**K–L1L1 Auger energies and shares of 4+ ions from oxygen to argon**

The table holds the configuration-average kinetic energy (Dirac–Fock) and the share (independent-particle Coulomb rates on relativistic LDA orbitals) of the L1L1 group in the decay of a K hole. The program works out the gaps, second differences, odds and pair counts used to assign five unlabelled rows and to explain the trends, with one Slater-rule estimate of the energy in which nothing is fitted to these rows. Gaps in the square root of the energy run 1.00 : 2.97 : 0.99 : 0.99 and match the candidates' gaps in Z, whereas the Slater estimate is 2.9 to 11.4 % high and mislabels three rows if matched by nearest value. The Si–S double step falls 9 eV short of a smooth continuation. The share falls by a factor 14.2 while the L1L1 width, known for five of the ions, stays within a factor 1.42, so the fall is dilution by other channels.

Calculated values. Radial Dirac-Fock and Kohn-Sham solver 2, 3: L1L1 Auger group of a K hole made in 4+ ions. Kinetic energies are Dirac-Fock configuration averages, measured from the vacuum level. Shares come from independent-particle Coulomb rates without the Breit term, on relativistic LDA orbitals of the hole state with a Latter-tail continuum.

## Script

```python
# Table: K-L1L1 Auger group of 4+ ions (O to Ar): configuration-average kinetic energy (Dirac-Fock, eV)
# and share (%, independent-particle Coulomb rates on relativistic LDA orbitals), radial atomic solver.
# Tested: the gaps, ratios and pair counts that assign five unlabelled rows; one Slater-rule estimate.
T = {
    'ion': ['O4+', 'F4+', 'Ne4+', 'Mg4+', 'Al4+', 'Si4+', 'S4+', 'Cl4+', 'Ar4+'],
    'Z': [8, 9, 10, 12, 13, 14, 16, 17, 18],
    'N': [4, 5, 6, 8, 9, 10, 12, 13, 14],
    'configuration': ['[He] 2s2', '[He] 2s2 2p1', '[He] 2s2 2p2', '[He] 2s2 2p4', '[He] 2s2 2p5', '[He] 2s2 2p6', '[Ne] 3s2', '[Ne] 3s2 3p1', '[Ne] 3s2 3p2'],
    'group_kinetic_energy_L1L1': [415.9, 543.1, 687.3, 1026.4, 1221.4, 1433.4, 1899.3, 2157.8, 2433.4],  # eV
    'group_share_L1L1': [100.0, 64.33, 37.51, 15.39, 10.88, 8.088, 7.537, 7.269, 7.026],  # %
}
import numpy as np
from scipy.constants import physical_constants as pc
Ry = pc['Rydberg constant times hc in eV'][0]
ion = T['ion']; Z = np.array(T['Z'], int); N = np.array(T['N'], int)
E = np.array(T['group_kinetic_energy_L1L1'], float); S = np.array(T['group_share_L1L1'], float)
p = np.clip(N - 4, 0, 6); m = np.clip(N - 10, 0, None)   # 2p and n=3 electrons
ix = {s: i for i, s in enumerate(ion)}
hid = sorted([3, 4, 6, 7, 8], key=lambda i: E[i]); Zc = np.sort(Z[hid])
def slater(z, a, b, c):   # a, b, c electrons in n = 1, 2, 3; energy in eV
    return -Ry*(a*(z-0.30*(a-1))**2 + b*(z-0.85*a-0.35*(b-1))**2/4 + c*(z-a-0.85*b-0.35*(c-1))**2/9)
Es = np.array([slater(z, 1, 2+q, c) - slater(z, 2, q, c) for z, q, c in zip(Z, p, m)])
print("Unlabelled rows, rising energy: gap eV, gap of sqrt(E), its ratio to first, candidate Z gap, share gap")
g0 = np.sqrt(E[hid[1]]) - np.sqrt(E[hid[0]])
for k in range(4):
    a, b = hid[k], hid[k+1]; g = np.sqrt(E[b]) - np.sqrt(E[a])
    print(f" {E[a]:.1f} -> {E[b]:.1f}: {E[b]-E[a]:.1f}, {g:.3f}, {g/g0:.2f}, {Zc[k+1]-Zc[k]}, {S[b]-S[a]:+.3f} points")
print("Rank order gives:", ", ".join(ion[i] for i in hid))
print("Slater-rule estimate: ion, table eV, estimate eV, error %, nearest unlabelled row")
for i in range(len(Z)):
    near = min(hid, key=lambda j: abs(E[j] - Es[i]))
    tail = f", nearest {E[near]:.1f} ({ion[near]})" if i in hid else ""
    print(f" {ion[i]:5s} {E[i]:7.1f} {Es[i]:7.1f} {100*(Es[i]/E[i]-1):+5.1f}{tail}")
st = np.diff(E)/np.diff(Z)
print("Energy step per unit Z (eV):")
print(" " + ", ".join(f"{ion[i][:-2]}-{ion[i+1][:-2]} {st[i]:.1f}" for i in range(len(st))))
d2 = {}
for t in (('O4+', 'F4+', 'Ne4+'), ('Mg4+', 'Al4+', 'Si4+'), ('S4+', 'Cl4+', 'Ar4+')):
    a, b, c = (ix[s] for s in t); d2[t] = E[a] - 2*E[b] + E[c]
    print(f" second difference {'-'.join(t)}: {d2[t]:.1f} eV (rounding 0.2), Slater {Es[a]-2*Es[b]+Es[c]:.1f}")
print(f" unscreened hydrogenic second difference: {Ry:.1f} eV")
for t, nx in ((('O4+', 'F4+', 'Ne4+'), 'Mg4+'), (('Mg4+', 'Al4+', 'Si4+'), 'S4+')):
    b, c = ix[t[1]], ix[t[2]]; cont = 2*(E[c]-E[b]) + 3*d2[t]; act = E[ix[nx]] - E[c]
    print(f" double step {t[2]}-{nx}: table {act:.1f}, continued {cont:.1f}, diff {act-cont:+.1f} eV (rounding 0.9)")
odds = (100 - S)/S; sp = 2*p; pp = p*(p-1)//2; w = odds[ix['F4+']]/sp[ix['F4+']]
print(f"Odds = other channels per L1L1 decay; F4+ odds per 2s2p pair = {w:.3f}")
print("ion, share %, odds, 2s2p pairs, 2p2p pairs, n=3 electrons, share / equal-pair share, rest per 2p2p pair")
for i in range(len(Z)):
    eq = 100/(1 + sp[i] + pp[i])
    r = f"{(odds[i]-w*sp[i])/pp[i]:.3f}" if pp[i] else "-"
    print(f" {ion[i]:5s} {S[i]:6.2f} {odds[i]:6.2f} {sp[i]:2d} {pp[i]:2d} {m[i]} {S[i]/eq:.2f} {r}")
print(" odds above Si4+: " + ", ".join(f"{ion[i]} {odds[i]-odds[ix['Si4+']]:+.2f}" for i in range(6, 9)))
# K-hole total and radiative widths (eV), further outputs of the same runs
W = {'O4+': (0.0489076, 8.79058e-13), 'Ne4+': (0.112638, 0.0021228), 'Al4+': (0.330587, 0.0141293),
     'S4+': (0.521615, 0.0417474), 'Ar4+': (0.628998, 0.0745596)}
print("ion, Auger width eV, L1L1 width if share is of Auger decay, if of all decay")
G = {}
for s, (t, r) in W.items():
    G[s] = (t - r)*S[ix[s]]/100
    print(f" {s:5s} {t-r:.4f} {G[s]:.4f} {t*S[ix[s]]/100:.4f}")
aug = {s: t - r for s, (t, r) in W.items()}
print(f" Auger width Ar/O {aug['Ar4+']/aug['O4+']:.1f}; L1L1 width max/min {max(G.values())/min(G.values()):.2f}; share O/Ar {S[0]/S[-1]:.1f}")
assert np.all(np.diff(E) > 0) and np.all(np.diff(st) > 0)
assert np.all(np.diff(S) < 0)
assert all(Ry < v < 1.5*Ry for v in d2.values())
assert max(G.values())/min(G.values()) < 2
```

Output:

```
Unlabelled rows, rising energy: gap eV, gap of sqrt(E), its ratio to first, candidate Z gap, share gap
 1026.4 -> 1221.4: 195.0, 2.911, 1.00, 1, -4.510 points
 1221.4 -> 1899.3: 677.9, 8.632, 2.97, 3, -3.343 points
 1899.3 -> 2157.8: 258.5, 2.871, 0.99, 1, -0.268 points
 2157.8 -> 2433.4: 275.6, 2.877, 0.99, 1, -0.243 points
Rank order gives: Mg4+, Al4+, S4+, Cl4+, Ar4+
Slater-rule estimate: ion, table eV, estimate eV, error %, nearest unlabelled row
 O4+     415.9   428.0  +2.9
 F4+     543.1   572.5  +5.4
 Ne4+    687.3   737.0  +7.2
 Mg4+   1026.4  1126.6  +9.8, nearest 1221.4 (Al4+)
 Al4+   1221.4  1351.6 +10.7, nearest 1221.4 (Al4+)
 Si4+   1433.4  1596.7 +11.4
 S4+    1899.3  2084.5  +9.7, nearest 2157.8 (Cl4+)
 Cl4+   2157.8  2352.9  +9.0, nearest 2433.4 (Ar4+)
 Ar4+   2433.4  2637.7  +8.4, nearest 2433.4 (Ar4+)
Energy step per unit Z (eV):
 O-F 127.2, F-Ne 144.2, Ne-Mg 169.6, Mg-Al 195.0, Al-Si 212.0, Si-S 232.9, S-Cl 258.5, Cl-Ar 275.6
 second difference O4+-F4+-Ne4+: 17.0 eV (rounding 0.2), Slater 20.1
 second difference Mg4+-Al4+-Si4+: 17.0 eV (rounding 0.2), Slater 20.1
 second difference S4+-Cl4+-Ar4+: 17.1 eV (rounding 0.2), Slater 16.4
 unscreened hydrogenic second difference: 13.6 eV
 double step Ne4+-Mg4+: table 339.1, continued 339.4, diff -0.3 eV (rounding 0.9)
 double step Si4+-S4+: table 465.9, continued 475.0, diff -9.1 eV (rounding 0.9)
Odds = other channels per L1L1 decay; F4+ odds per 2s2p pair = 0.277
ion, share %, odds, 2s2p pairs, 2p2p pairs, n=3 electrons, share / equal-pair share, rest per 2p2p pair
 O4+   100.00   0.00  0  0 0 1.00 -
 F4+    64.33   0.55  2  0 0 1.93 -
 Ne4+   37.51   1.67  4  1 0 2.25 0.557
 Mg4+   15.39   5.50  8  6 0 2.31 0.547
 Al4+   10.88   8.19 10 10 0 2.28 0.542
 Si4+    8.09  11.36 12 15 0 2.26 0.536
 S4+     7.54  12.27 12 15 2 2.11 0.596
 Cl4+    7.27  12.76 12 15 3 2.04 0.629
 Ar4+    7.03  13.23 12 15 4 1.97 0.660
 odds above Si4+: S4+ +0.90, Cl4+ +1.39, Ar4+ +1.87
ion, Auger width eV, L1L1 width if share is of Auger decay, if of all decay
 O4+   0.0489 0.0489 0.0489
 Ne4+  0.1105 0.0415 0.0423
 Al4+  0.3165 0.0344 0.0360
 S4+   0.4799 0.0362 0.0393
 Ar4+  0.5544 0.0390 0.0442
 Auger width Ar/O 11.3; L1L1 width max/min 1.42; share O/Ar 14.2
```
